\section*{Notes: does the dimer plot survive a trimer?}

For $2\mathrm{A}\rightleftharpoons\mathrm{A}_2$ I write $a$ and $d$ for the monomer and dimer concentrations, $\dot d=k_1a^2-k_{-1}d$, and $K=k_1/k_{-1}=d/a^2$ at equilibrium. All dye sits in these two species, so the total in monomer units is $c=a+2d$. Linearising about the final equilibrium gives $1/\tau=4k_1a+k_{-1}$. On squaring, $16k_1^2a^2=8k_1k_{-1}(2d)$, and
\begin{equation}
\tau^{-2}=k_{-1}^2+8k_1k_{-1}c .
\label{ideal}
\end{equation}
The intercept gives $k_{-1}$ and the slope then gives $k_1$, with no prior $K$. The assumption I want to test is that the dimer is the only aggregate. It enters twice: it leaves a single variable, hence a single exponential, and it lets me replace $a+2d$ by $c$. Methylene blue is a flat cation that stacks in water beyond the dimer, so I drop the assumption. I keep small perturbations and, for now, constant activity coefficients.

\subsection*{Two steps}

I add $\mathrm{A}+\mathrm{A}_2\rightleftharpoons\mathrm{A}_3$ with net rate $k_2ad-k_{-2}t$, trimer concentration $t$, and $K_3=k_2/k_{-2}=t/(ad)$. Now $c=a+2d+3t$. Let $x_1,x_2$ be the extents of the two steps counted from the final equilibrium: $\delta a=-2x_1-x_2$, $\delta d=x_1-x_2$, $\delta t=x_2$. The linearised net rate of step $j$ is its one-way equilibrium rate times $-\delta\ln Q_j$, where $Q_1=d/a^2$ and $Q_2=t/(ad)$. Since $\delta\ln Q=Gx$,
\begin{equation}
\dot x=-RGx,\quad R=\begin{pmatrix}k_{-1}d&0\\0&k_{-2}t\end{pmatrix},\quad
G=\begin{pmatrix}\frac4a+\frac1d&\frac2a-\frac1d\\[2pt]\frac2a-\frac1d&\frac1a+\frac1d+\frac1t\end{pmatrix}.
\label{lin}
\end{equation}
A small temperature jump shifts $\ln K$ by $\delta_1$ and $\ln K_3$ by $\eta\delta_1$, where $\eta$ is the ratio of the step enthalpies. The system starts at the old equilibrium, so $x(0)=-\delta_1w$ with $w=G^{-1}(1,\eta)^T$.

The signal I follow is $\delta a=-n^Tx$, $n=(2,1)^T$. An absorbance is proportional to it if dimer and trimer absorb equally per dye unit at the wavelength used, because $2\delta d+3\delta t=-\delta a$. There are now two exponentials, so I need one number to stand for $\tau$. I take the mean time, which equals $\tau$ for a single exponential. With $\int_0^\infty x\,dt'=G^{-1}R^{-1}x(0)$ and $G$ symmetric,
\begin{equation}
\bar\tau=\frac{\int_0^\infty\delta a\,dt'}{\delta a(0)}=\frac{u^TR^{-1}w}{n^Tw},\qquad u=G^{-1}n .
\label{mean}
\end{equation}

\subsection*{First order in the trimer}

Define $y=Ka$, $S=1+4y$, $\epsilon=K_3a=t/d$, $\rho=k_{-1}/k_{-2}$. Then $G_{11}=S/d$ and $h\equiv G_{12}/G_{11}=(2y-1)/S$, so $1-2h=3/S$. For small $t$ the element $G_{22}$ is dominated by $1/t$, and to first order in $t$
\begin{equation}
G^{-1}\simeq\begin{pmatrix}d/S+h^2t&-ht\\-ht&t\end{pmatrix}.
\end{equation}
This gives $u_1=(2d-3ht)/S$, $u_2=3t/S$, $w_1=d/S-ht(\eta-h)$, $w_2=t(\eta-h)$, and
\begin{align}
n^Tw&=\frac{2d}{S}\Big[1+\tfrac32\epsilon(\eta-h)\Big],\\
u^TR^{-1}w&=\frac{2d}{S^2k_{-1}}\Big[1-\tfrac32h\epsilon-Sh\epsilon(\eta-h)+\tfrac32\rho S\epsilon(\eta-h)\Big].
\end{align}
The last term is $u_2w_2/(k_{-2}t)$, first order in $t$ at fixed $k_{-2}$. Dividing, the two terms $\tfrac32h\epsilon$ cancel:
\begin{equation}
\bar\tau=\frac{1+\epsilon f}{k_{-1}S},\qquad f=S(\eta-h)\big(\tfrac32\rho-h\big)-\tfrac32\eta .
\label{first}
\end{equation}
The squaring identity still holds for the dye outside trimers, $S^2=1+8K(c-3t)$. In the plotted quantity $Y=(k_{-1}\bar\tau)^{-2}$,
\begin{equation}
Y\simeq\frac{1+8Kc-24Kt}{(1+\epsilon f)^2},
\label{Y}
\end{equation}
where at this order $a$ may be taken from the dimer-only balance, $y_0=(\sqrt{1+8Kc}-1)/4$.

There are two corrections. The depletion $24Kt$ goes as $c^3$ and only bends the line. The kinetic factor is linear in $c$, like the term I am trying to measure. As $c\to0$, $a\to c$, $S\to1$, $h\to-1$, and
\begin{equation}
Y\simeq1+8Kc\left\{1-\frac{K_3}{4K}\Big[(1+\eta)\big(1+\tfrac32\rho\big)-\tfrac32\eta\Big]\right\}.
\label{slope}
\end{equation}
So dilution restores the intercept $k_{-1}^2$ but not the slope. This I had not expected. The reason is that $4Ka$ and $t/d=K_3a$ are of the same order in $c$: a dimer that can be parked in a trimer returns its monomers later.

\subsection*{Inputs for methylene blue}

From memory, dimerisation constants for this dye in water near room temperature are typically 2 to 6~m$^3$\,mol$^{-1}$, and analyses that allow a trimer typically give a stepwise constant of the same order. I choose $K=K_3=3.0$~m$^3$\,mol$^{-1}$ so as to lie in that typical range. For the kinetics I assume that each stacking contact has the same enthalpy and breaks at the same rate. The trimer has two contacts and either releases a monomer, so $\eta=1$ and $k_{-2}=2k_{-1}$, that is $\rho=\tfrac12$. The absolute rate drops out of $Y$. With these values
\begin{equation}
f=\frac{4y^2-y+4}{2(1+4y)},\qquad f(0)=2,
\end{equation}
and the brace in \eqref{slope} is $1-K_3/2K=0.50$. The limiting slope is halved. For $K_3=K/10$ the brace would be 0.95. The kinetic guesses matter: at $K_3=K$ and $\eta=1$ the brace is 0.875 for $\rho\to0$ and 0.125 for $\rho=1$, and for $\eta=0$, $\rho=\tfrac12$ it is 0.56.

Is the halving an artefact of using the mean time? At low $c$ the diagonal elements of $RG$ tend to $k_{-1}S$ and $k_{-2}$, and the product of the off-diagonal ones to $k_{-1}k_{-2}\epsilon$. The eigenvalue connected to the dimer mode is then $k_{-1}[1+4y-\epsilon/(1-\rho)]$. The initial decay rate, $n^TR(1,\eta)^T/n^Tw$, is $k_{-1}S[1+\epsilon\eta/2\rho-\tfrac32\epsilon(\eta-h)]$ to first order. For $\eta=1$, $\rho=\tfrac12$ both reduce at low $c$ to $k_{-1}(1+4y-2\epsilon)$, as does $1/\bar\tau$. The three measures agree for this choice. The eigenvalue expansion fails near $\rho=1$, where the modes become degenerate, whereas \eqref{first} stays regular, which is why I preferred it.

\subsection*{Numbers}

I take $c$ from 0.02 to 0.10~mol\,m$^{-3}$. The column ``trimer'' solves $y+2y^2+3y^3=Kc$ and inverts $G$ in \eqref{mean} without expansion.

\begin{center}
\begin{tabular}{cccccc}
$c$ / mol\,m$^{-3}$ & $y_0$ & $Y$, dimer only & $Y$, eq.~\eqref{Y} & $Y$, trimer & $Y$, with tetramer\\\hline
0.02 & 0.054 & 1.48 & 1.25 & 1.27 & 1.24\\
0.05 & 0.121 & 2.20 & 1.60 & 1.74 & 1.63\\
0.10 & 0.211 & 3.40 & 2.11 & 2.61 & 2.34\\
\end{tabular}
\end{center}

The first-order form is useful in the first row and overshoots badly in the last, where $\epsilon=y_0$ is no longer small. There the unexpanded model has 7.8 per cent of the dye in trimers and lowers $Y$ by 0.79. The depletion term $24y_0^3$ is only 0.23, so the kinetic part dominates.

Now I read the trimer column as if \eqref{ideal} held. The straight line through the first and last points has 0.70 of the dimer-only slope and an intercept of 0.93. The apparent constants, relative to the input ones, are $\sqrt{0.93}\simeq0.97$ for $k_{-1}$, 0.72 for $k_1$ and 0.75 for $K$. The middle point lies only 0.03 below that line, so a plot that looks straight is no evidence against a trimer.

\subsection*{What else is of this size}

\emph{Tetramer.} It enters $Y$ at order $c^2$ and leaves \eqref{slope} unchanged, but it is not negligible at the top of the range. For the last column I extended \eqref{lin} to three extents, adding $\mathrm{A}+\mathrm{A}_3\rightleftharpoons\mathrm{A}_4$ with the same stepwise constant and enthalpy and dissociation constant $2k_{-1}$. The middle contact also breaks, at $k_{-1}$, giving two dimers. That step is the combination $s=(-1,1,1)^T$ of the other three and adds $k_{-1}q\,ss^T$ to $R$, with $q$ the tetramer concentration. At 0.10~mol\,m$^{-3}$ the tetramer lowers $Y$ by a further 0.27, about a third of the trimer effect, and the two-point slope falls to 0.57 of the dimer-only value. Longer stacks are left out, so the last row is not converged in aggregate size.

\emph{Ionic strength.} Without added salt the ionic strength is $I\simeq c$. The Debye--H\"uckel limiting law, $\ln\gamma=-z^2\kappa l_B/2$ with $l_B=e^2/(4\pi\varepsilon_0\varepsilon_rk_BT)$ and $\kappa^2=8\pi l_BN_AI$, multiplies $K$ by $\gamma_{\mathrm A}^2/\gamma_{\mathrm A_2}=e^{\kappa l_B}$ for charges $+1$ and $+2$. The factor sits in $k_1$ if the transition state carries the charge of the dimer. With $\varepsilon_r\simeq78.4$ (typical for water) at 298.15~K, $l_B=0.715$~nm and $\kappa l_B=0.024$ at 0.10~mol\,m$^{-3}$. This raises the dimer-only $Y$ by $8Kc\,\kappa l_B\simeq0.06$, opposite in sign to the trimer effect and more than ten times smaller. An excess of inert salt makes the factor constant along the plot.

\subsection*{Where this leaves the plot}

In this model, with equilibrium constants chosen in the typical range and with assumed equal contacts, the intercept returns $k_{-1}$ to within a few per cent, while the slope is 0.6 to 0.7 of $8k_1k_{-1}$ over the range and tends to one half on dilution. These are the model's numbers and not the dye's, since they move with $K_3/K$, $\rho$ and $\eta$ as \eqref{slope} shows. The practical test is independent of those guesses: compare slope over eight times intercept, which is $K$ if \eqref{ideal} holds, with a $K$ from equilibrium spectra analysed with higher aggregates allowed. For the dissociation ratios tried here a trimer makes the kinetic value the smaller one.